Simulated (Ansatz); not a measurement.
A film clamped to a substrate in Si₂W

Level of theory: DFT PBEsol, scalar-relativistic, plane waves, PAW (Ansatz). Cutoff 420 eV, Γ-centred 12×12×6 k-points, Gaussian smearing of 0.15 eV. Spin–orbit coupling is left out, which matters for the heavy elements here. No spin polarisation. Energies are free energies at this smearing, counted from the undisturbed cell; pressure is positive in compression.

The starting cell (relaxed at this level; this form isn't the usual structure):

```
CELL_PARAMETERS angstrom
4.57609 0.00000 0.00000
-2.28804 3.96301 0.00000
0.00000 0.00000 6.60331
ATOMIC_POSITIONS crystal
Si 0.83618 0.67236 0.50000
Si 0.16382 0.83618 0.83333
Si 0.67236 0.83618 0.16667
Si 0.16382 0.32764 0.50000
Si 0.83618 0.16382 0.83333
Si 0.32764 0.16382 0.16667
W 0.00000 0.50000 0.16667
W 0.50000 0.50000 0.83333
W 0.50000 0.00000 0.50000
```

The cell (9 atoms, V0 = 119.75 Å³) is strained by p along both x and y and by q along z, fractional coordinates fixed. τp = (1/V0) ∂E/∂p = (σxx + σyy)(1 + p)(1 + q) and τq = (1/V0) ∂E/∂q = σzz(1 + p)², with tension positive.

| p | q | ΔE (meV/atom) | τp (GPa) | τq (GPa) |
| --- | --- | --- | --- | --- |
| 0.000 | 0.000 | 0.00 | 0.02 | 0.01 |
| -0.025 | 0.000 | 30.57 | -30.78 | -7.70 |
| 0.025 | 0.000 | 25.74 | 23.71 | 7.14 |
| 0.000 | -0.025 | 12.39 | -7.76 | -12.42 |
| 0.000 | 0.025 | 10.62 | 7.14 | 9.81 |

**Question.** Get the second derivatives of the energy density.

**Answer.** Central differences give A = ∂τp/∂p = 1090 GPa (C11 + C22 + 2 C12), C = ∂τq/∂q = 445 GPa (C33) and the cross term B = ∂τq/∂p = 297 GPa (C13 + C23); ∂τp/∂q = 298 GPa must equal B, and any difference shows higher-order terms. The ions are clamped.

**Question.** A film of this crystal grows with z along the normal on a substrate that imposes p. How does its thickness respond, and what does the misfit cost?

**Answer.** Count p and q from the stress-free cell. A free surface needs τq = 0, so q = −(B/C) p = -0.67 p. The energy density left is (A − B²/C) p²/2 = M p², with the biaxial modulus M = 446 GPa; a misfit of 1 % costs 3.70 meV/atom, against 4.53 meV/atom if the thickness were held.

At p = -0.050 the energies along q are 260.6 (q = -0.050), 181.0 (q = -0.025), 133.9 (q = 0.000), 113.0 (q = 0.025), 113.1 (q = 0.050) meV/atom.

**Question.** Does the linear rule hold at this misfit?

**Answer.** A parabola through the lowest point and its neighbours has its minimum at q = 0.037, 110.5 meV/atom. With the stress left in the starting cell, τp0 and τq0, linear elasticity gives q = −(τq0 + Bp)/C = 0.033 and E = V0(τp0 p + τq0 q + Ap²/2 + Bpq + Cq²/2)/N = 92.5 meV/atom. The energies differ by more than a tenth, so the quadratic law fails here: the gap holds the anharmonic part, with some error from the wide steps. Cubic terms also shift the vertex of so wide a parabola.

Forces appear on the atoms along this scan, and letting them relax would lower the energy and soften the response. The gap closes along the scan, which can put kinks into the curve.

Letting the thickness respond recovers only a modest part of the misfit energy, 3.70 against 4.53 meV/atom at 1 % misfit. The structure explains this: W and Si share flat, close-packed layers normal to z, so in-plane strain changes the W–Si and Si–Si contacts within a layer directly, and no change of thickness can restore them. Expansion along z relieves only the oblique bonds between layers. These are strong too, as covalent W d–Si p bonding runs in three dimensions, so the crystal is far from a weakly bound layered solid.

Compression costs more than equal tension along both strain directions, because short-range repulsion steepens as atoms approach while stretched bonds soften. The harmonic law therefore underestimates the cost of the large compressive misfit, though it still gives roughly the right thickness change. For a tensile misfit of the same size it would probably err the other way. Equal biaxial strain yields only the sum of C11 and C12, so the data don't show whether the crystal is stiffer under uniaxial strain in the plane or along z.
